**Question: does any silver-like ion break the trend in the 5s hyperfine constant?**

I have relativistic many-body results for the magnetic hyperfine constant of the 5s electron along the silver sequence, at three levels of theory.

B-spline many-body code 1, no-pair Dirac-Coulomb, finite and uniformly magnetised nucleus: 5s1/2 hyperfine constants A/g, with g = μ/(I μ_N), for one electron outside a closed [Kr] 4d10 core. DHF is frozen-core Dirac-Hartree-Fock, RPA adds core polarisation, and Brueckner RPA also uses Brueckner orbitals from a second-order or screened correlation potential.

| species | Z | charge (e) | nuclear rms radius (fm) | A/g, DHF (5s1/2) (MHz) | A/g, RPA (5s1/2) (MHz) | A/g, Brueckner RPA (5s1/2) (MHz) |
| --- | --- | --- | --- | --- | --- | --- |
| Ag | 47 | 0 | 4.545 | 5243 | 5906 | 7518 |
| Cd+ | 48 | 1 | 4.609 | 9535 | 10660 | 12270 |
| In2+ | 49 | 2 | 4.616 | 14210 | 15800 | 17470 |
| Sn3+ | 50 | 3 | 4.652 | 19400 | 21470 | 23230 |
| Sb4+ | 51 | 4 | 4.680 | 25180 | 27740 | 29600 |
| Te5+ | 52 | 5 | 4.742 | 31580 | 34640 | 36620 |
| I6+ | 53 | 6 | 4.750 | 38660 | 42260 | 44360 |
| Xe7+ | 54 | 7 | 4.786 | 46460 | 50620 | 52840 |
| Cs8+ | 55 | 8 | 4.804 | 55040 | 59780 | 62120 |
| Ba9+ | 56 | 9 | 4.838 | 64440 | 69780 | 72260 |
| La10+ | 57 | 10 | 4.855 | 74720 | 80710 | 83320 |
| Ce11+ | 58 | 11 | 4.877 | 85950 | 92600 | 95350 |
| Pr12+ | 59 | 12 | 4.892 | 98180 | 105500 | 108400 |
| Nd13+ | 60 | 13 | 4.912 | 111500 | 119600 | 122600 |
| Pm14+ | 61 | 14 | 4.962 | 125900 | 134800 | 137900 |
| Sm15+ | 62 | 15 | 5.082 | 141400 | 151100 | 154400 |

Several things made me look for irregular rows. The 4f level sinks steeply through the lanthanide ions and eventually drops below 5s, the Nd13+ run warns that a Brueckner orbital differs strongly from its Dirac–Fock start, and the nuclear radii rise unevenly. By eye I can't tell whether any of this reaches the numbers. Which rows are out of line, by how much, and why?

**Answer**

No row from In2+ to Nd13+ is out of line by more than the rounding of four digits allows. The only departure that four digits resolve is a gradual bend at the neutral end, of the order of one per cent in Ag. Finer outputs for part of the sequence also show a zigzag below 0.01 %, which follows the nuclear radius.

$A$ is the constant in the magnetic coupling $A\,\mathbf{I}\cdot\mathbf{J}$ between nuclear spin and electronic angular momentum. Dividing by the nuclear factor $g=\mu/(I\mu_N)$, with $\mu$ the nuclear moment and $\mu_N$ the nuclear magneton, leaves an essentially electronic quantity. DHF puts the 5s electron in the frozen field of the [Kr] 4d¹⁰ core. RPA lets the core respond to the hyperfine field (core polarisation). The last column also replaces the 5s orbital by a Brueckner orbital, which feels the correlation potential of the core.

**How smooth the columns are**

No model was fitted to any row. Each inner row was compared with the cubic through its two neighbours on either side, and the miss was set against the largest miss that rounding alone could produce; the printed output below lists both row by row. Every miss in all three columns stays inside its limit. From Sn3+ to Ba9+ the limit is 13 MHz, about 0.025 % of the Brueckner value of Xe7+. Above 100000 MHz the last printed digit is ten times coarser, and the limit in the Brueckner column grows to 126 MHz at Nd13+, about 0.1 % of that value. The test is therefore weaker just where the 4f level comes down, but it still excludes a break of a few tenths of a per cent at Pr12+ or Nd13+. For Sm15+ only an extrapolation is possible. It misses by 150 MHz in the Brueckner column against a limit of 755 MHz, so an anomaly below about half a per cent would pass unseen there.

In2+ comes closest to its limit, with 0.99, 0.98 and 0.82 of it in the three columns and the same sign each time. Its four neighbours include Ag, which points to the neutral end.

**Why the rise is smooth: hydrogen with two charges**

For an s electron, $A$ measures the electron density at the nucleus, and the hydrogen-like ion shows how that density is built. There $|\psi(0)|^2=Z^3/(\pi n^3a_0^3)$, with $a_0$ the Bohr radius, and

$$\frac{A}{g}=\frac83\,\alpha^2\frac{m_e}{m_p}\,cR_\infty\,\frac{Z^3}{n^3}=254.4\ \text{MHz}\times\frac{Z^3}{n^3},$$

where $\alpha$ is the fine-structure constant, $m_e/m_p$ the electron-to-proton mass ratio and $cR_\infty$ the Rydberg frequency. Semiclassically $Z^3/n^3$ has two parts. The frequency with which the electron dives to the nucleus is proportional to the level spacing $dE/dn\propto Z^2/n^3$, and the density it leaves there per dive is proportional to $Z$.

In a silver-like ion the two parts see different charges. The electron spends most of its time outside the core, where it sees $z=\text{charge}+1$. Its binding energy $E=z^2\,\mathrm{Ry}/\nu^2$ defines an effective quantum number $\nu$, and the dive frequency goes as $(z^2/\nu^3)\,d\nu/dn$. The last stretch of each dive runs in the field of the bare nucleus, so the density per dive still goes as $Z$, raised by the Dirac factor for a point nucleus. Setting $d\nu/dn=1$ gives the Fermi–Segrè estimate

$$\frac{A}{g}\approx 254.4\ \text{MHz}\times\frac{Zz^2}{\nu^3}\,F,\qquad F=\frac{3}{\gamma(4\gamma^2-1)},\qquad \gamma^2=1-(Z\alpha)^2 .$$

The analogy holds as far as the core is a passive screen and the nucleus a point. It says nothing about the response of the core, and it has to borrow $\nu$ from the calculated energy.

For Xe7+ the same run gives a 5s removal energy of 105.985 eV. With $z=8$ and $\mathrm{Ry}=13.6$ eV, $\nu=8\sqrt{13.6/105.985}=2.866$ and $\nu^3=23.54$, so $Zz^2/\nu^3=54\times64/23.54=146.8$. With $Z\alpha=54/137=0.394$, $\gamma=0.919$ and $F=1.372$. The product $254.4\times146.8\times1.372$ is about 51200 MHz. The Brueckner RPA value, 52840 MHz, lies 3.1 % above the estimate. There is no adjustable constant, so this row enjoys no advantage from a fit.

Over the eleven ions to which it was applied, the ratio of the Brueckner RPA value to the estimate falls steadily from 1.237 in Ag through 1.079 in Sn3+ to 0.985 in Sm15+. The closeness at high charge owes much to cancellation. Two neglected factors raise $A$: $d\nu/dn$, roughly gauged by the 5s–6s spacing in $\nu$, and core polarisation. In Ag they give $1.091\times1.1265=1.23$, nearly the whole excess. In Xe7+ they give $1.045\times1.0895=1.14$ where only 1.031 is needed. The remaining tenth has to be taken off by the finite nucleus, which theory says lowers $A$ by some per cent at these $Z$, and by the crudeness of the formula; the numbers don't separate the two. Since $\nu$ comes from the correlated energy of the same run, the comparison tests the link between energy and contact density and not the energy itself.

The estimate is more useful for what it says about structure. From Ag to Sm15+, $Z$ grows by a factor 1.32, $F$ by 1.22 and $z^2/\nu^3$ by 16.0. Their product, 25.8, overshoots the Brueckner ratio of 20.5 because the estimate is too low for Ag. The rise is thus mostly dive frequency. $Z$ and $z$ step by one, $F$ is a smooth function of $Z$, and $\nu$ drifts from 1.354 towards the hydrogenic 5 (it has reached 3.413 in Sm15+) as the fixed 46 core electrons screen a shrinking fraction of the nuclear charge. Apart from changes in the nucleus, a jump in $A/g$ needs a jump in $\nu$ or in the core, and the core keeps its configuration throughout.

**The bend at the neutral end**

A cubic has a constant third difference. Over the first four rows the DHF third difference is $132\pm22$ MHz, against a mean of 54 MHz for the next eight; the Brueckner column has $112\pm36$ against 51. If the excess is laid wholly on Ag, that row sits 78 MHz (1.5 % of its value) below the later cubic in DHF and 61 MHz (0.8 %) below it in the Brueckner column. The bend is already present in DHF, which shows that correlation isn't needed for it. The argued cause is that $z$ doubles in the first step and $\nu$ moves fastest there, from 1.354 to 2.311 in three steps, against 3.254 to 3.413 in the last three. A low-order polynomial follows $z^2/\nu^3$ least well where the orbital changes from a diffuse atomic one to a compact ionic one.

The second sign of the neutral end is in the Brueckner shift, the last column minus the RPA column. It is 1612 MHz in Ag and 1610 MHz in Cd+, a step of $-2\pm11$ MHz. The next steps are 60, 90 and 100 MHz, then 120 MHz, each $\pm20$. The standstill is a balance of two rates: the RPA value grows by $10660/5906=1.80$ from Ag to Cd+, while the relative shift falls by $27.29/15.10=1.81$. After that the growth of $A$ wins, and the shift has doubled to 3300 MHz by Sm15+ although its share is down to 2.2 %.

The expected reason for so fast a fall is that the 4d shell hardens while the valence electron becomes more tightly bound. The valence electron polarises the core and is attracted by the induced dipole, with a potential $-\alpha_c/2r^4$ outside the core in atomic units, $\alpha_c$ being the core polarisability. Tighter binding means a smaller $\nu$, and at fixed $z$ the estimate gives $A\propto E^{3/2}$. The same runs give $\alpha_c=8.83$ bohr³ for Ag, 2.26 for Sn3+ and 0.246 for Sm15+, a 36-fold fall, steepest at the start. The Brueckner share falls only 12.5-fold, so $\alpha_c$ gives the direction and not the size. Theory supplies a reason: an s electron penetrates the core and collects most of the attraction near the edge of the 4d shell, and $r^{-4}$ at that edge rises as the shell shrinks.

The RPA share behaves differently, falling in every step but only from 12.6 to 6.9 %. Exchange with the valence electron makes spin-up and spin-down core s orbitals differ, which adds spin density at the nucleus. That exchange and the direct contact term both scale with the valence density inside the core, so the dive frequency cancels from their ratio. The 6s level, checked in three ions, bears this out: the RPA share is 12.4 % for 6s against 12.6 % for 5s in Ag, and 7.0 against 7.7 % in Ce11+. The Brueckner share does depend on the orbital, 6.2 against 27.3 % in Ag. The binding argument predicts a smaller 6s share, since an energy shift proportional to $z^2/\nu^3$ divided by $E$ goes as $1/\nu$, but that gives a ratio of $1.354/2.445=0.55$ where the run gives 0.23. It has the sign and not the size. Because the two shares fall at such different rates, the Brueckner shift is the larger correction up to In2+ and the RPA shift from Sn3+ on.

Ag is also the least secure row. Its removal energy, 7.416 eV, is 0.160 eV below the measured ionisation energy listed with the run, whereas Sn3+ and Xe7+ agree with theirs within about 0.01 eV. If the $E^{3/2}$ scaling held, this deficit would correspond to $+3.3$ % in $A$, about 250 MHz, four times the 61 MHz bend of that column. The binding argument missed the size of the 6s share, so this is a rough gauge of the uncertainty and not a correction to apply. The exact standstill of the shift is a result of this level of theory and need not hold in the real atom.

**Where breaks were suspected**

The descent of the 4f level is real. The 4f5/2 level lies 33.7 eV above 5s in I6+, 18.6 eV in Ce11+ and 13.0 eV in Pr12+, while in Sm15+ it is the lowest state and 5s is 7.64 eV above it. The Sm15+ row describes an excited level, and the estimate uses its 5s removal energy of 299.06 eV. The crossing leaves the column alone by symmetry. With one electron outside closed shells, the correlation potential conserves parity and $j$, so an even $j=1/2$ orbital can't mix with an odd $j=5/2$ or $7/2$ one however close they come. The 4f orbital enters only as a virtual state, in excitations that also lift a core electron, such as 4d→4f; their energies should stay large and change gradually.

A property does break where 4f crosses a level that it can couple to. In I6+ the 4f5/2 and 5d3/2 levels lie at 33.72 and 33.97 eV and are joined by an electric-dipole element. The 5d3/2 polarisability goes from $+18.2$ bohr³ in Sb4+ to $-177$ in I6+ and $+0.30$ in Xe7+, while that of 5s falls quietly through 6.80, 3.96 and 3.16. A column of ground-state hyperfine constants would break as well, somewhere between Pr12+ and Sm15+, because a 4f electron has no contact density: in Ce11+ its $A/g$ is 775 MHz for 4f5/2, under a hundredth of the 5s value.

The warned Nd13+ row misses its cubic by $+25$ MHz in the Brueckner column, a fifth of the limit, so 5s shows no anomaly at the 0.1 % level. The outputs at hand don't name the orbital concerned, so the cause of the warning stays open.

The nuclear radius (root mean square, in fm) steps by 2.4 % from Pm14+ to Sm15+ against 0.4 % from Pr12+ to Nd13+, and the Te5+ radius lies 0.60 % above the cubic through its neighbours. A larger nucleus lowers $A$. The size correction is itself only some per cent and grows roughly in proportion to the radius, so the effect should be of order 0.1 % in Sm15+ and of order 0.01 % in Te5+. Both are at or below the rounding limits of those rows, and four digits can't confirm them.

For I6+ to Pr12+, however, the same runs print the DHF values to 0.1 MHz, and there the effect shows. Cs8+, Ba9+ and La10+ miss their cubics by about +4, −3 and +3 MHz, where rounding allows only about 0.1 MHz. Their radii miss by −0.23, +0.19 and −0.12 %. The signs are opposite each time, as they should be if a larger nucleus lowers $A$. The column therefore carries a tiny zigzag that comes from the nuclei and not from the electronic structure. Extra digits around Cd+, Te5+ and Sm15+ would extend the test.

Part of the smoothness belongs to the method and to the division by $g$. The nucleus is taken as uniformly magnetised, so differences in magnetisation from one isotope to the next, which real values of $A/g$ would carry, can't appear. The Brueckner orbitals may stem from a second-order or a screened potential; a change between neighbouring rows would leave a step in the Brueckner shift, and none is resolved from In2+ to Nd13+. Structure radiation, normalisation, Breit and QED terms are left out. They should vary gradually with $Z$, so they would tilt the curve without kinking it, but at high charge they can matter beside a Brueckner share of 2 to 3 %. Smoothness to a few parts in ten thousand is not accuracy to that level.

For a neighbouring sequence with one s electron outside a closed shell, the same reasoning predicts a bend confined to the first few ions, and a Brueckner share that falls fastest there and starts higher for a softer core. A sharp electronic break would be expected where the core configuration changes, or where a core-excited state of the same parity and $J$ approaches the valence level.

Numerical output:

```
ion   RPA adds MHz,% | Brueckner adds MHz,% | miss(rounding limit) MHz: DHF RPA Br | radius miss %
Ag      663 12.65 | 1612 27.29 | end row
Cd+    1125 11.80 | 1610 15.10 | end row
In2+   1590 11.19 | 1670 10.57 | -10(10) -12(13) -10(13) | -0.44
Sn3+   2070 10.67 | 1760  8.20 | -8(13) -7(13) -2(13) | +0.28
Sb4+   2560 10.17 | 1860  6.71 | +5(13) +10(13) +5(13) | -0.46
Te5+   3060  9.69 | 1980  5.72 | -3(13) -12(13) -8(13) | +0.60
I6+    3600  9.31 | 2100  4.97 | +3(13) +7(13) +7(13) | -0.45
Xe7+   4160  8.95 | 2220  4.39 | -3(13) -3(13) +0(13) | +0.28
Cs8+   4740  8.61 | 2340  3.91 | +3(13) +8(13) +0(13) | -0.23
Ba9+   5340  8.29 | 2480  3.55 | +2(13) -10(13) -2(13) | +0.19
La10+  5990  8.02 | 2610  3.23 | -3(13) +3(21) +0(21) | -0.12
Ce11+  6650  7.74 | 2750  2.97 | +7(21) +23(51) +13(51) | +0.08
Pr12+  7320  7.46 | 2900  2.75 | -17(51) -48(96) -30(96) | +0.04
Nd13+  8100  7.26 | 3000  2.51 | +5(96) +17(126) +25(126) | +0.05
Pm14+  8900  7.07 | 3100  2.30 | end row
Sm15+  9700  6.86 | 3300  2.18 | end row
DHF: Sm/Ag 27.0; worst miss/limit 0.99 (In2+); 3rd diff Ag-Sn 132+-22, mean of next 8 54 MHz
RPA: Sm/Ag 25.6; worst miss/limit 0.98 (In2+); 3rd diff Ag-Sn 144+-36, mean of next 8 54 MHz
Br: Sm/Ag 20.5; worst miss/limit 0.82 (In2+); 3rd diff Ag-Sn 112+-36, mean of next 8 51 MHz
Sm15+ minus cubic extrapolation, MHz(limit): +30(575) +100(755) +150(755)
steps of Brueckner shift, MHz(limit): -2(11) 60(20) 90(20) 100(20) 120(20) 120(20)
radius steps %: Ag-Cd 1.4, Sb-Te 1.3, Pr-Nd 0.4, Nd-Pm 1.0, Pm-Sm 2.4
Fermi-Segre, prefactor 254.4 MHz, no fitted constant
ion   nu5s  rel.factor estimate MHz  Br/est DHF/est | nu6s-nu5s | Br share %/polarisability
Ag    1.354 1.263    6076  1.237 0.863 | 1.091 | 3.09
Sn3+  2.311 1.306   21527  1.079 0.901 | no 6s | 3.62
Sb4+  2.487 1.321   27861  1.062 0.904 | no 6s | 3.99
I6+   2.758 1.355   42659  1.040 0.906 | 1.047 | 4.83
Xe7+  2.866 1.372   51233  1.031 0.907 | 1.045 | 5.26
Cs8+  2.962 1.390   60667  1.024 0.907 | 1.042 | 5.68
Ba9+  3.047 1.410   71024  1.017 0.907 | 1.040 | 6.15
La10+ 3.123 1.429   82373  1.011 0.907 | 1.039 | 6.59
Ce11+ 3.192 1.450   94784  1.006 0.907 | 1.037 | 7.06
Pr12+ 3.254 1.472  108335  1.001 0.906 | 1.035 | 7.55
Sm15+ 3.413 1.542  156696  0.985 0.902 | no 6s | 8.87
Sm/Ag factors: Z 1.32, relativistic 1.22, z^2/nu^3 16.0, product 25.8
Ag/Sm fall: RPA share 1.84, Brueckner share 12.5, core polarisability 35.8
Ag shares %: RPA 5s 12.6, 6s 12.4; Brueckner 5s 27.3, 6s 6.2
Cs8+ shares %: RPA 5s 8.6, 6s 7.9; Brueckner 5s 3.9, 6s 1.5
Ce11+ shares %: RPA 5s 7.7, 6s 7.0; Brueckner 5s 3.0, 6s 1.0
Ag removal energy low by 0.160 eV; E^1.5 scaling of A: +3.3 %; Sm15+ 5s removal 299.06 eV
```
